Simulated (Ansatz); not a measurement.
A small benchmark: atomisation enthalpy at 298 K

6 molecules without hydrogen; the atomisation enthalpy at 298 K in kJ/mol, computed less measured. Shapes, held fixed at every level: PBE0-D4/def2-TZVP. Thermal terms are harmonic and unscaled (PBE0-D4/def2-TZVP); the spin-orbit lowering of the free atoms is taken from their spectra. Programs: Ansatz 0.2.0. Measured values: CRC Handbook of Chemistry and Physics, NIST-JANAF tables.

Levels: A = BHLYP-D4/def2-TZVPP; B = PBE0-D4/def2-TZVPP; C = MP2/def2-SVP.

| molecule | from tabulated heats | A | B | C |
| --- | --- | --- | --- | --- |
| B(BO)O (diboron dioxide) | 2095 | -128 | 0 | +69 |
| SbBr3 (antimony bromide) | 792 | -50 | +11 | -123 |
| SOF2 (thionyl fluoride) | 1229 | -131 | +27 | -143 |
| SF4 (sulfur tetrafluoride) | 1358 | -188 | -7 | -193 |
| B(BCl2)Cl2 | 2115 | -89 | +52 | -2 |
| C2F3N (cyanotrifluoromethane) | 2640 | -207 | +23 | +3 |

Problem. Sum up the errors.

Solution. 
```
              level                 kind  mean error  mean absolute error  worst case
BHLYP-D4/def2-TZVPP        global hybrid      -132.2                132.2       C2F3N
 PBE0-D4/def2-TZVPP        global hybrid       +17.7                 20.0  B(BCl2)Cl2
       MP2/def2-SVP  perturbation theory       -64.8                 88.8         SF4
```

On this set PBE0-D4/def2-TZVPP has the smallest mean absolute error and BHLYP-D4/def2-TZVPP the largest. BHLYP-D4/def2-TZVPP is too low in 6 of 6; PBE0-D4/def2-TZVPP is too high in 4 of 6; MP2/def2-SVP is too low in 4 of 6. The heats of SbBr3, SF4, C2F3N come from older tables and can be uncertain by 10 kJ/mol or more. The molecules' own spin-orbit binding is left out, so errors for heavy halides read too negative. Heats of the atoms come from ATcT where it has them, that of boron, 570 kJ/mol, from recent work. The levels differ in basis as well as in method. With so many references in doubt the order of the levels isn't settled. The tabulated values of B(BO)O, SOF2, B(BCl2)Cl2 are in doubt (older tables, estimates, or at odds with other calculations) and kept here. Over the 3 molecules whose values aren't doubted the mean absolute errors are A 148.3; B 13.7; C 106.3. Correlated wave functions converge slowly with the basis. For atoms past krypton def2 sets carry core potentials with scalar relativity. Relativity is left out for Br. Outer-core shells of Br, Sb are correlated, in sets that cover them unevenly. The set is small.

BHLYP binds every molecule less strongly than PBE0, and since the measured heat cancels in that comparison, the contrast doesn't depend on the reference data. The likely main reason is its larger share of exact exchange. Semilocal exchange mimics part of the left-right correlation in a bond, and replacing half of it leaves a deficit that the correlation functional doesn't make good. Free atoms need less of this correlation, so the loss shows up as underbinding, with cyanotrifluoromethane (-207) and SF4 (-188) hit hard.

The MP2 errors follow no single direction. The large shortfall for SF4 probably reflects a small basis with too few polarisation functions to describe polar, hypervalent S–F bonds and their correlation. In cyanotrifluoromethane the same deficiency is probably offset by MP2's tendency to overbind multiple bonds, so the error of +3 suggests cancellation rather than accuracy. A larger basis could therefore worsen that result while improving SF4. Atomisation is also a severe test, and these errors needn't carry over to reactions that conserve bond types.
